Student: If ν5 and ν7 of acetaldehyde are normal modes, the force-constant matrix is diagonal and q₅q₇ is gone from the potential. What is left to couple the two fundamentals?

Lecturer: The normal-mode transformation removes q_r q_s at the equilibrium geometry only. A term q_r q_s q_t² survives, and q_t² does not average to zero even in the zero-point level. Let us fix the premises. One Born–Oppenheimer surface, a semirigid nonlinear molecule, J = 0, nondegenerate modes, rectilinear dimensionless normal coordinates q with conjugate p, [q, p] = i, and all energies divided by hc, in cm⁻¹. Watson's Hamiltonian expanded about equilibrium is

H = H₀ + λV₃ + λ²(V₄ + H_Cor) + …
H₀ = ½ Σ_i ω_i (p_i² + q_i²)
V₃ = (1/6) Σ φ_ijk q_i q_j q_k
V₄ = (1/24) Σ φ_ijkl q_i q_j q_k q_l
H_Cor = Σ_α B_α π_α², π_α = Σ_ij ζ^α_ij (ω_j/ω_i)^½ q_i p_j

The sums are unrestricted, so the φ are plain derivatives, symmetric in their indices. α runs over the principal axes, B_α are equilibrium rotational constants, and ζ^α_ij = −ζ^α_ji. λ is a bookkeeping parameter set to 1 at the end: φ_ijk is of order λω, while φ_ijkl and B are of order λ²ω. Watson's term −¼ Σ B_α is a constant at this order and couples nothing. Finally q = (a + a†)/√2 and p = i(a† − a)/√2.

Student: And H_eff?

Lecturer: It comes from the Van Vleck transformation exp(S) H exp(−S) = H + [S, H] + ½[S, [S, H]] + … with S = λS₁ anti-Hermitian. At order λ we get V₃ + [S₁, H₀], which vanishes if (S₁)_mn = (V₃)_mn/(E_m − E_n). That needs every denominator to be large against its numerator, so I assume for now no Fermi resonance. At order λ² we get V₄ + H_Cor + [S₁, V₃] + ½[S₁, [S₁, H₀]], and since [S₁, H₀] = −V₃ the last two combine to ½[S₁, V₃]. Between states a and b,

(1) ⟨a|H_eff|b⟩ = E_a δ_ab + ⟨a|V₄ + H_Cor|b⟩ + ½ Σ_k (V₃)_ak (V₃)_kb [1/(E_a − E_k) + 1/(E_b − E_k)].

We want a = |v_r + 1, v_s − 1⟩ and b = |v_r, v_s⟩, all other v_t equal. V₃ changes the total number of quanta by an odd number, so it has no direct element. The three terms left in (1) are all of order λ².

Student: Take the quartic one first.

Lecturer: A monomial must change v_r by one, v_s by one and nothing else. It must be odd in q_r, odd in q_s and even in every other coordinate. With four factors that leaves q_r³q_s, q_r q_s³ and q_r q_s q_t² with t ≠ r, s. In the unrestricted sum the index set rrrs occurs 4!/3! = 4 times and rstt occurs 4!/2! = 12 times, so the relevant part is

(φ_rrrs/6) q_r³q_s + (φ_rsss/6) q_r q_s³ + Σ_t≠r,s (φ_rstt/2) q_r q_s q_t².

The one-mode elements are ⟨v+1|q|v⟩ = [(v+1)/2]^½ and ⟨v|q²|v⟩ = v + ½. For q³ = (a + a†)³/(2√2), the part that raises v by one is a†a†a + a†aa† + aa†a†. With aa† = a†a + 1 the second is a†a†a + a† and the third a†a†a + 2a†, so the sum is 3a†(a†a + 1), and ⟨v+1|q³|v⟩ = 3(v+1)^(3/2)/(2√2). By Hermiticity ⟨v−1|q³|v⟩ = 3v^(3/2)/(2√2). Now multiply. The first term is (φ_rrrs/6) × 3(v_r+1)^(3/2)/(2√2) × (v_s/2)^½ = φ_rrrs (v_r+1) [(v_r+1)v_s]^½/8. The second is its mirror image with v_s in place of v_r + 1. The third is (φ_rstt/2) × ½[(v_r+1)v_s]^½ × (v_t + ½). Hence

(2) ⟨v_r+1, v_s−1|V₄|v_r, v_s⟩ = [(v_r+1)v_s]^½ { φ_rrrs (v_r+1)/8 + φ_rsss v_s/8 + Σ_t≠r,s φ_rstt (v_t + ½)/4 }.

Student: It bothers me that r gets v_r + 1, s gets v_s and t gets v_t + ½. That looks unsymmetric.

Lecturer: It is symmetric. For each mode take the mean of v + ½ over bra and ket. For r it is the mean of v_r + ½ and v_r + 3/2, which is v_r + 1. For s it is v_s, and for t it is v_t + ½. For the fundamentals put v_r = 0, v_s = 1, v_t = 0. The three kinds of term become φ_rrrs/8, φ_rsss/8 and φ_rstt/8, and since φ_rrrs = φ_rsrr they merge into

(3) K₄ = ⟨1_r|V₄|1_s⟩ = (1/8) Σ_all t φ_rstt.

The sum in (2) excludes r and s, and the sum in (3) includes them. Since V is totally symmetric and q_t² is too, φ_rstt vanishes unless q_r and q_s have the same symmetry species. All of H_eff is totally symmetric, so the rule covers the other terms as well.

Student: Then I can read the coupling off the semi-diagonal quartic constants and stop.

Lecturer: No, because the last term of (1) is of order φ_ijk²/ω, which is λ²ω again. Normal-order V₃. Each of the three ways to contract a pair of factors leaves one (a + a†), so with f_i = Σ_j φ_ijj,

V₃ = [1/(12√2)] Σ φ_ijk (a_i†a_j†a_k† + 3a_i†a_j†a_k + adjoints) + [1/(4√2)] Σ_i f_i (a_i + a_i†).

From |1_s⟩ this reaches states with 0, 2 or 4 quanta. Measure energies from the zero-point level and define g(E) = ½[1/(ω_r − E) + 1/(ω_s − E)], the bracket of (1) with its ½.

Zero quanta: both elements come from the f term, giving (f_r f_s/32) g(0).

Two quanta: V₃|1_s⟩ contains [1/(4√2)] Σ_ij u_ij a_i†a_j†|0⟩ with u_ij = φ_sij + ½(f_i δ_js + f_j δ_is), and V₃|1_r⟩ the same with r for s, call it u′. Two such states with symmetric coefficients overlap as 2 Σ u′_ij u_ij, because the operators pair up in two ways, and each pair ij carries g(ω_i + ω_j). The prefactor is 2/32 = 1/16. The φφ product gives (1/16) Σ_ij φ_rij φ_sij g(ω_i + ω_j). The two cross products give (1/16) Σ_i φ_rsi f_i [g(ω_i + ω_s) + g(ω_i + ω_r)]. The ff product survives only for the state |1_r 1_s⟩ and gives (f_r f_s/32) g(ω_r + ω_s). But g(ω_r + ω_s) = −g(0), so it cancels the zero-quantum term.

Four quanta: the prefactor is 1/(12√2)² = 1/288. Since r ≠ s, a_r must pair with one of the three creators from V₃, a_s† with one of the three annihilators, and the remaining two pairs match in two ways, 18 pairings in all. That gives (1/16) Σ_ij φ_rij φ_sij g(ω_r + ω_s + ω_i + ω_j).

Write Ω = ω_i + ω_j and δ = ω_r − ω_s. Then g(Ω) + g(Ω + ω_r + ω_s) = −D(Ω) with D(Ω) = Ω[1/(Ω² − ω_r²) + 1/(Ω² − ω_s²)], since 1/(Ω − ω) + 1/(Ω + ω) = 2Ω/(Ω² − ω²). Likewise g(ω_i + ω_s) + g(ω_i + ω_r) = −½[2/ω_i + 1/(ω_i − δ) + 1/(ω_i + δ)]. So

(4) K₃ = −(1/16) Σ_ij φ_rij φ_sij D(ω_i + ω_j) − (1/16) Σ_i φ_rsi f_i [1/ω_i + ω_i/(ω_i² − δ²)].

The first sum runs over ordered pairs, so a pair i ≠ j counts twice.

Student: That was a lot of counting. How would I catch a wrong factor?

Lecturer: Set r = s. The extra pairings that then appear, a_r with a_r†, reproduce the shift of the zero-point level, so (3) and (4) become the anharmonic shift of the fundamental. For one oscillator D(2ω) = 4/(3ω) and the second bracket is 2/ω, so ν − ω = φ₄/8 − φ₃²/(12ω) − φ₃²/(8ω) = φ₄/8 − 5φ₃²/(24ω). That is twice the textbook x = φ₄/16 − 5φ₃²/(48ω). The diagonal of the one-quantum block is ordinary VPT2 and K is its off-diagonal partner.

Student: The Coriolis term I would have dropped, since J = 0.

Lecturer: The term linear in J drops. π_α² does not. Insert q_i p_j = (i/2)(a_i + a_i†)(a_j† − a_j) and use the antisymmetry of ζ:

π = (i/4) Σ m_ij (a_i†a_j† − a_i a_j) − (i/2) Σ n_ij a_i†a_j,
m_ij = ζ_ij (ω_j − ω_i)/(ω_i ω_j)^½, n_ij = ζ_ij (ω_i + ω_j)/(ω_i ω_j)^½.

π is Hermitian, so ⟨1_r|π²|1_s⟩ is the overlap of π|1_r⟩ with π|1_s⟩. The one-quantum parts give ¼ Σ_t n_tr n_ts. The three-quantum parts have prefactor 1/16 and 2 × 2 pairings, giving ¼ Σ_t m_rt m_st. Since (ω_t + ω_r)(ω_t + ω_s) + (ω_t − ω_r)(ω_t − ω_s) = 2(ω_t² + ω_r ω_s),

(5) K_Cor = ½ Σ_α B_α Σ_t ζ^α_rt ζ^α_st (ω_t² + ω_r ω_s)/[ω_t (ω_r ω_s)^½].

ζ_rs itself is absent, because t = r and t = s each bring a diagonal ζ, which is zero. The full coupling is K = K₄ + K₃ + K_Cor. For excited levels the shape of (2) persists: [S₁, V₃] is a commutator of two cubics, so at most quartic, and the only such operators that raise r, lower s and leave the rest are a_r†a_s and a_r†a_s a_t†a_t. The element is always [(v_r+1)v_s]^½ times a function linear in the v.

Student: If K is as large as an anharmonicity constant, why does VPT2 ignore it?

Lecturer: Because second-order energies take only the diagonal of the λ² operator. To remove its off-diagonal element a second transformation is needed, with generator λ²S₂ and (S₂)_rs = K/δ. The step that gave (1), repeated with K in the place of V₃, shifts level r by +K²/δ and level s by −K²/δ. K is λ²ω, so with δ counted as order ω the shift is λ⁴ω, a fourth-order term. The state changes at first order in S₂, |r′⟩ = |1_r⟩ + (K/δ)|1_s⟩, and that coefficient is λ². If δ shrinks to λ²ω the counting collapses, the shift becomes λ²ω and the mixing of order one. Then one diagonalises the block with the VPT2 fundamentals ν_r*, ν_s* on the diagonal and Δ = ν_r* − ν_s* > 0:

(6) E± = ½(ν_r* + ν_s*) ± (Δ²/4 + K²)^½, tan 2θ = 2K/Δ,
|+⟩ = cos θ|1_r⟩ + sin θ|1_s⟩, |−⟩ = cos θ|1_s⟩ − sin θ|1_r⟩.

For small K/Δ the shift is K²/Δ and θ ≈ K/Δ. Replacing δ by Δ changes these by a relative λ²ω/δ, which is a higher order only while δ is large.

Student: When I did plain Rayleigh–Schrödinger theory, the coefficient of |1_s⟩ in the second-order function of r had only the denominators E_r − E_k, not your average.

Lecturer: Both are right. The difference is ½ Σ VV [1/(E_r − E_k) − 1/(E_s − E_k)]/δ = −½ Σ VV/[(E_r − E_k)(E_s − E_k)], in which δ has cancelled. In my bookkeeping that regular piece sits in exp(−S₁), so in the transformed dipole operator. The part that blows up as δ → 0 is K/δ either way.

Student: So intensities feel it two orders earlier than energies.

Lecturer: With a condition. Let M_r and M_s be the transition dipoles from the ground state, taken with the transformed operator. Then

(7) |M₊|² = cos²θ |M_r|² + sin²θ |M_s|² + sin 2θ M_r·M_s,

and |M₋|² has r and s exchanged and the opposite sign of the last term, so the sum is conserved. The cross term is 2(K/δ) M_r·M_s, of relative order λ², like the other VPT2 corrections to a fundamental's intensity. It needs both moments nonzero and not perpendicular. A dark mode borrows only through sin²θ, which is λ⁴. The signs of K and of M_r·M_s each flip with the phase of q_s, and only their product is physical. Raman bands behave alike, with the polarizability derivative tensors mixing linearly and the quadratic invariants acquiring the cross term.

Student: Where does all this stop being valid?

Lecturer: In four places. First, (4) fails when some ω_i + ω_j nears ω_r or ω_s, or some ω_i nears |δ|. For the Fermi case one leaves those elements out of S₁, drops the matching small-denominator fractions from (4), and puts the two-quantum state in the matrix. Second, the block must hold every fundamental of that symmetry with K/Δ not small. Third, the λ expansion needs small amplitudes. The methyl torsion τ of acetaldehyde is a large-amplitude motion, and in rectilinear coordinates φ_rsττ and the cubic terms with two torsional indices tend to be large and to cancel in part, so their net contribution is poorly fixed at this order. Fourth, J = 0 and nondegenerate modes. And K²/Δ is only one of the fourth-order terms, so it is meaningful alone only when a small Δ lifts it above the general size λ⁴ω.

Student: Now acetaldehyde, with numbers.

Lecturer: The point group is C_s. Take r = ν5, the a′ antisymmetric methyl deformation, and s = ν7, the a′ umbrella mode. The a″ deformation b = ν12 lies closest to ν5, but its K with either is zero by symmetry, and it couples to them only through terms that depend on J. Add the methyl stretches u (symmetric, a′), w (antisymmetric, a′) and x (a″). Approximate harmonic wavenumbers are ω_r = 1470, ω_s = 1385, ω_b = 1480, ω_u = 3040, ω_w = 3150, ω_x = 3100 cm⁻¹, so δ = 85 cm⁻¹.

Student: Wait. In a C₃ᵥ methyl group r and b form an e pair and s is a₁. Then K must vanish, yet φ_rrrs is allowed.

Lecturer: A good objection, and (3) answers it. The invariant is k q_s(q_r³ − 3q_r q_b²), so φ_rrrs/6 = k and φ_rsbb/2 = −3k, that is φ_rsbb = −φ_rrrs, and the two cancel in the sum over t. The same holds for w and x. In acetaldehyde K is the residue left by the CHO group breaking the threefold symmetry. The constants I now assume respect that near-cancellation and have plausible magnitudes, but they are illustrative inputs and not a computed force field. In cm⁻¹: φ_rrrs = 12, φ_rsbb = −8, φ_rsss = 4, φ_rsuu = −10, φ_rsww = −90, φ_rsxx = 60. Their sum is −32, so K₄ = −4.0 cm⁻¹.

For the cubic part I keep φ_rru = 140, φ_ssu = 170, φ_rsu = 10, φ_rrw = 100, φ_rsw = 200, φ_ssw = 15, φ_rbx = −90, φ_sbx = 190, and f_u = −2600, f_w = −100. Each pair contributes −(1/8) φ_rij φ_sij D(Ω):

pair (r,u): Ω = 4510, −0.09
pair (s,u): Ω = 4425, −0.11
pair (r,w): Ω = 4620, −1.20
pair (s,w): Ω = 4535, −0.18
pair (b,x): Ω = 4580, +1.03

Unrounded, these add to −0.54, and you see (r,w) and (b,x) nearly cancel. The second sum in (4) gives +1.07 from u and +0.79 from w, so K₃ = +1.3 cm⁻¹. For the Coriolis part take the a axis with the approximate constant A = 1.89 cm⁻¹, t = b, and assumed ζ_rb = 0.30, ζ_sb = 0.20. The frequency factor in (5) is 2.00 and K_Cor = +0.1 cm⁻¹. Altogether K = −2.6 cm⁻¹. The quartic term alone would overstate the magnitude by a factor of 1.5.

Student: And the consequences?

Lecturer: Assume typical VPT2 shifts of −38 and −33 cm⁻¹, so ν_r* = 1432, ν_s* = 1352 and Δ = 80 cm⁻¹. The levels repel by 0.08 cm⁻¹ each, from K²/δ and from (6) alike, a relative change of 6 × 10⁻⁵. The mixing is K/δ = −0.031, or sin θ = −0.032 from (6), with sin 2θ = −0.065. The integrated intensity A is proportional to ν|M|². Assume A_r = 20 and A_s = 25 km/mol and an angle γ between the two in-plane moments. The cross term in (7) changes the upper band by sin 2θ (A_r A_s ν_r*/ν_s*)^½ cos γ = −1.5 cos γ km/mol, up to 7.5 % of it, and the lower by −sin 2θ (A_r A_s ν_s*/ν_r*)^½ cos γ = +1.4 cos γ km/mol, up to 5.6 %. The quadratic term, sin²θ (A_s ν_r*/ν_s* − A_r), adds only 0.007 km/mol to the upper band.

Student: Parts in 10⁵ for the position and several per cent for the intensity. May I quote those for the molecule?

Lecturer: Only as orders of magnitude, since K is a residue of assumed constants and even its sign relative to M_r·M_s is unfixed. What we left out is as large as what we kept. Estimate λ² as 38/1470 = 0.026. The general fourth-order shift is then about 38²/1470 = 1.0 cm⁻¹, some 12 times our 0.08 cm⁻¹, and the nonresonant intensity corrections are of the same few per cent as the cross term. The aldehyde C–H in-plane bend ν6 is also a′ and lies between the two, near 1395 cm⁻¹, 37 cm⁻¹ below ν_r*. A coupling of the same size would shift ν5 by 0.18 cm⁻¹ and mix at 0.070, so a realistic block is at least 3 × 3. And with approximate ω₉ = 895 and ω₁₀ = 505 cm⁻¹ the a′ combination sits at Ω = 1400, only 15 cm⁻¹ from ω_s. Assumed constants φ_r,9,10 = 10 and φ_s,9,10 = 20 cm⁻¹ would add −0.7 cm⁻¹ to K₃, and the direct Fermi element φ_s,9,10/(2√2) = 7.1 cm⁻¹ is too large against that gap for perturbation theory, so the combination level belongs in the matrix. For ν5 and ν7 the 1-1 coupling is therefore weak: negligible for band positions at VPT2 accuracy, and one of several second-order contributions to the intensities.